A manganese atom replaces one zinc atom in ZnS, and the cell carries one positive charge, balanced by a uniform background. The atoms were relaxed beforehand with a soft PAW set. The isotropic hyperfine constant A measures how strongly a nucleus feels the electron spin found exactly at its own position. A simple picture says that A should fade steadily as the nucleus lies farther from the manganese.

Ansatz 0.2.0, plane-wave PAW, PBE, scalar-relativistic, spin-polarised, 2×2×2 k-mesh. ZnS with one Zn replaced by Mn, charge +1, 54-atom supercell, ions relaxed with the soft_2 PAW set at a 420 eV cutoff. The hyperfine constant is A in H = A I·S for 4 unpaired electrons, from the contact spin density alone, with responding cores.

```
atom  like atoms  distance from the defect (Å)  site moment (muB)  mass number  isotropic hyperfine constant (MHz)
 Mn1           1                          0.00               3.61           55                               -94.6
 S28           4                          2.33               0.00           33                                 3.1
 Zn2          12                          3.84               0.00           67                                 3.9
 S32          12                          4.48              -0.01           33                                 0.2
Zn15           6                          5.41               0.00           67                                 0.2
 S30           6                          5.89              -0.01           33                                 1.2
 Zn5           4                          6.62               0.00           67                                 0.7
 Zn9           4                          6.62               0.00           67                                 0.4
```

**(a) Which rows break a steady decay, and by how much at least?**

Solution. Manganese stands apart by its sign. Its spin sits in 3d orbitals, which vanish at the nucleus, so they act there only indirectly: exchange shifts the inner s electrons of the two spins slightly apart and leaves an excess of the opposite spin at the centre. This core polarisation is the standard reason for a negative A in manganese. Semilocal functionals underestimate it, so the size of −94.6 MHz is probably too small.

All the host sites listed have positive constants, and among them A rises outward twice: from S28 to Zn2, and from S32 and Zn15, which are equal, to S30. The breaks can be sized without choosing a decay law. Suppose only that the smooth curve never rises outward. If the outer value exceeds the inner one, the curve must miss one of the two by at least half the rise:

least miss = (A outer − A inner) / 2

This gives 0.4 MHz for the first break, about a tenth of the constants involved. For the second it gives 0.5 MHz, more than the whole constant of S32.

**(b) Why does zinc in the second shell exceed sulphur in the first?**

Solution. The nuclei themselves must be ruled out first, because A is the product of a nuclear factor and the spin density at the nucleus. Dividing by rough values of the nuclear g factors raises the ratio of Zn2 to S28 from about 1.3 to 1.5. The break therefore lies in the electrons.

Two limiting cases show how it can arise. Spin in a pure p orbital gives no direct contact term, however much of it there is, because the orbital has a node at the nucleus. Spin in an s orbital is felt there in full. The sulphur orbitals that bond to manganese are mainly 3p, while sulphur 3s lies deep and mixes in little. Zinc bonds to the same sulphur atoms largely through its 4s orbital, so a little spin there can outweigh more spin on sulphur.

This argument rests on orbital character, which the calculation does not resolve here; both site moments print as 0.00. The place of the missing electron may also play a part. The total moment fits Mn³⁺, but also Mn²⁺ with an opposed hole on sulphur. The site moments suggest a mixture: 3.61 muB on manganese is low for Mn²⁺, yet the sulphur sites farther out carry −0.01 muB, as a spread hole would give. Any part of the hole on S28 could lower A there. The relaxation also kept the full tetrahedral symmetry, so the distortion expected for Mn³⁺ is absent. In its usual tetragonal form it would leave the four S28 atoms alike but split the twelve Zn2 atoms into two groups with different constants. In any case, a larger A does not prove that a nucleus is nearer or carries more spin.

**(c) Is the rise at S30 a property of one defect, or of the small cell?**

Solution. The cell is repeated in all directions, so a distant site may have several manganese atoms equally near. Counting reveals them. A complete shell at the distance of S30 holds 12 sulphur atoms, but the cell has only 6, so each lies equally near to two manganese atoms. If their contributions simply add, one defect supplies

1.2 MHz / 2 = 0.6 MHz

The same count gives three manganese atoms for Zn5 and Zn9. Their shares fall to about 0.2 and 0.1 MHz, close to the 0.2 MHz of Zn15, which has one. Equal sharing would thus account for the upturn among the far zinc sites, but it leaves S30 at about three times S32. The output below gives the shares for all rows.

The bond path offers a reason for what remains. Both sulphur sites are reached through Mn–S–Zn–S, but the chain to S30 is a flat zigzag and the two chains to S32 are twisted. In a flat zigzag the first and third bonds are parallel and their orbitals couple well, so spin may be passed on more easily. The farther nucleus could then feel more of it. What matters here is the spin at the nucleus, not the net spin of the atom: the site moments of both sulphur atoms are −0.01 muB, opposed to that of manganese, although A is positive.

The opposite limit of the sharing model weakens this conclusion. If the spin occupies only states that join the orbitals of neighbouring defects in phase, the amplitudes add before they are squared. Two equal amplitudes in phase give four times the density of one, and a single defect would supply only 1.2 MHz / 4 = 0.3 MHz, hardly more than at S32. This is an extreme case, because a completely filled band also holds the out-of-phase states and averages back to simple addition. A spread, partly filled band is possible here, since the bands overlap in this calculation and the functional spreads defect states too far. The missing electron itself would lower A directly, so only the remaining unpaired electrons could raise it in this way.

The rise at S30 may therefore come from the bond path, from the repeated defects, or from both. Constants as small as those of the host sites can also be wrong by as much as their own size, so neither outward rise is certain. A larger cell would test the part played by the repeated defects: S30 would then have a single near manganese atom, and a rise that survived could not come from a second one.

Numerical output:

```
Hyperfine constant, equally near Mn atoms and equal share:
   row  A_MHz  near_Mn  share_MHz  A_over_g_MHz
   Mn1  -94.6        1      -94.6        -67.57
   S28    3.1        1        3.1         7.209
   Zn2    3.9        1        3.9         11.14
   S32    0.2        1        0.2        0.4651
  Zn15    0.2        1        0.2        0.5714
   S30    1.2        2        0.6         2.791
   Zn5    0.7        3     0.2333             2
   Zn9    0.4        3     0.1333         1.143
Number of outward rises of A among host sites: 2
Rise of A from S28 to Zn2, MHz: 0.8
Least miss of any falling curve at S28 or Zn2, MHz: 0.4
Rise of A from S32 to S30, MHz: 1
Least miss of any falling curve at S32 or S30, MHz: 0.5
Ratio of A, Zn2 to S28: 1.258
Ratio of contact spin density, Zn2 to S28: 1.546
Size ratio of A, Mn1 to S28: 30.52
Size ratio of contact spin density, Mn1 to S28: 9.373
Ratio of A, S30 to S32: 6
Ratio of equal shares, S30 to S32: 3
Lowest ratio of equal shares allowed by rounding: 2.3
One contribution at S30 if two amplitudes add in phase, MHz: 0.3
Difference of A between Zn5 and Zn9 at equal distance, MHz: 0.3
Mn site moment as percentage of total moment: 90.25
Opposite spin in the cell, muB: 0.345
```
